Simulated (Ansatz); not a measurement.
The calculation used DFT PBE, scalar-relativistic, plane waves, PAW in Ansatz 0.2.0. Cutoff 420 eV, Γ-centred meshes of about 0.25 Å⁻¹ or finer for metals and 0.3 Å⁻¹ for insulators (2π included), Gaussian smearing. No spin polarisation.

All energies are static (0 K, no zero-point motion).

Compare these two cells of Cd₃S₅, each relaxed at this level.

A.

```
Cd S
1.0
    -1.85873    1.85873   11.92248
     1.85873   -1.85873   11.92248
     1.85873    1.85873  -11.92248
Cd S
3 5
Direct
  0.00000 0.00000 0.00000
  0.62826 0.62826 0.00000
  0.37174 0.37174 0.00000
  0.88768 0.88768 0.00000
  0.74384 0.74384 0.00000
  0.11232 0.11232 0.00000
  0.25616 0.25616 0.00000
  0.50000 0.50000 0.00000
```

B.

```
Cd S
1.0
     7.07904    0.00000    0.00000
    -3.53952    6.13063    0.00000
     0.00000    0.00000    5.01881
Cd S
3 5
Direct
  0.65227 0.00000 0.50000
  0.00000 0.65227 0.50000
  0.34773 0.34773 0.50000
  0.33333 0.66667 0.20778
  0.33333 0.66667 0.79222
  0.66667 0.33333 0.79222
  0.66667 0.33333 0.20778
  0.00000 0.00000 0.50000
```

**Question.** Which is lower in energy, and by how much?

**Answer.** B is lower, by 69 meV/atom. A has space group I4/mmm (No. 139), 20.6 Å³/atom and no gap on its mesh; B has space group P-62m (No. 189), 27.2 Å³/atom and no gap. Counting S atoms around Cd (those within 1.25 times the shortest such distance or 1.15 times the sum of covalent radii; a plus sign parts nearer from farther groups; a slash parts the counts of unlike sites), A has Cd 5+1/6 and B has Cd 1+4. B holds S–S pairs (shortest 2.09 Å); in A the shortest S–S distance is 2.65 Å, near bonding range too. The lower one is the more open, so pressure narrows the difference. Both come from trial cells of a structure search, whose lowest cell (C2, 23.3 Å³/atom) lies 91 meV/atom below the lower of the two.

With atoms moved at random, B (by 29 meV/atom) fell into a lower structure. A had no clear such test and can be a saddle point. Some types were kept out of the candidates beforehand, so the set may lack a known form.

B's advantage of 69 meV/atom probably comes mainly from how the excess sulfur is bonded. Its shortest S–S distance, 2.09 Å, is that of a disulfide single bond. With two such pairs and one lone sulfur per formula unit, it can be written Cd²⁺₃(S₂²⁻)₂S²⁻, which is charge-balanced. In A the excess sulfur forms puckered, nearly square nets between rocksalt-like slabs, with contacts of 2.65 Å, too long for full two-electron bonds. Such a net leaves sulfur p bands partly filled and is typically prone to distort into pairs or chains. A's denser packing and higher Cd coordination evidently don't make up for this.

The missing gap in B is at odds with its closed-shell electron count. PBE's tendency to place the empty S–S σ* states too low is a likely cause, helped by the broadening of these states where the pairs stack end to end, so B's metallicity is doubtful. The ordering of the two cells doesn't show that either would resist decomposition into CdS and sulfur.
